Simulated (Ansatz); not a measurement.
A series in volume scale on Ag

Plane-wave DFT, scalar-relativistic PAW made under PBE with cores redone for the functional, no dispersion; the given relaxed cell is scaled uniformly, energy at zero smearing counts from the unscaled cell, pressure at the given Fermi-Dirac smearing is positive in compression. The results are calculated, by Ansatz 0.2.0.

The cell before it is scaled or strained (space group Fm-3m, No. 225):
```
Ag
1.0
      0.0000     2.0734     2.0734
      2.0734     0.0000     2.0734
      2.0734     2.0734     0.0000
Ag
1
Direct
  0.00000 0.00000 0.00000
```

Settings of every row: spin polarised no; functional PBE; wave cutoff 420 eV; smearing width 0.1 eV; k mesh 21x21x21.

Atom starting moment: 0 on all atoms.

| row | volume scale | V (Å³/atom) | pressure (GPa) | energy change per atom (meV) |
| --- | --- | --- | --- | --- |
| 1 | 0.88 | 15.688 | 16.96 | 98.48 |
| 2 | 0.92 | 16.401 | 9.78 | 39.88 |
| 3 | 0.96 | 17.114 | 4.29 | 9.27 |
| 4 | 1.04 | 18.54 | -3.09 | 6.99 |
| 5 | 1.08 | 19.253 | ? | ? |
| 6 | 1.12 | 19.966 | -7.34 | 55.07 |

Question: what pressure and energy change per atom should row 5 give?

Worked fit of pressure. Take u = (V_r/V)^(2/3) − 1 with V_r = 17.114 Å³ an atom, which is twice the finite (Eulerian) strain; such expansions in the strain, on which the Birch-Murnaghan equation of state is built, carry the rest volume and the bulk modulus. The shown rows have u = 0.05972, 0.02878, 0, -0.05196, -0.09765. Least squares give pressure = 4.341 + 175.58 × u + 578.8 × u² GPa; a straight line predicts inner rows, each left out in turn, worse (root mean square 1.6 against 0.17 GPa). The rows lie off it by 0.07, -0.09, -0.05, 0.13, -0.05 (root mean square 0.084 GPa). The withheld row has u = -0.07551, so the fit gives 4.341 + 175.58 × (-0.07551) + 578.8 × (-0.07551)² = -5.62 GPa.

The calculation gave -5.51 GPa. The fit lies 0.11 GPa (2 % of the value, 0.45 % of the column's range) below it; its largest miss of a shown row is 0.13 GPa.

Worked fit of energy change per atom. Take u = (V_r/V)^(2/3) − 1 with V_r = 17.114 Å³ an atom, which is twice the finite (Eulerian) strain; such expansions in the strain, on which the Birch-Murnaghan equation of state is built, carry the rest volume and the bulk modulus. The shown rows have u = 0.05972, 0.02878, 0, -0.05196, -0.09765. Least squares give energy change per atom = 9.97 + 731.33 × u + 12298.9 × u² meV; a straight line predicts inner rows, each left out in turn, worse (root mean square 35 against 2.4 meV). The rows lie off it by 0.97, -1.32, -0.70, 1.81, -0.76 (root mean square 1.2 meV). The withheld row has u = -0.07551, so the fit gives 9.97 + 731.33 × (-0.07551) + 12298.9 × (-0.07551)² = 24.87 meV.

The calculation gave 26.35 meV. The fit lies 1.48 meV (5.6 % of the value, 1.6 % of the column's range) below it; its largest miss of a shown row is 1.81 meV.
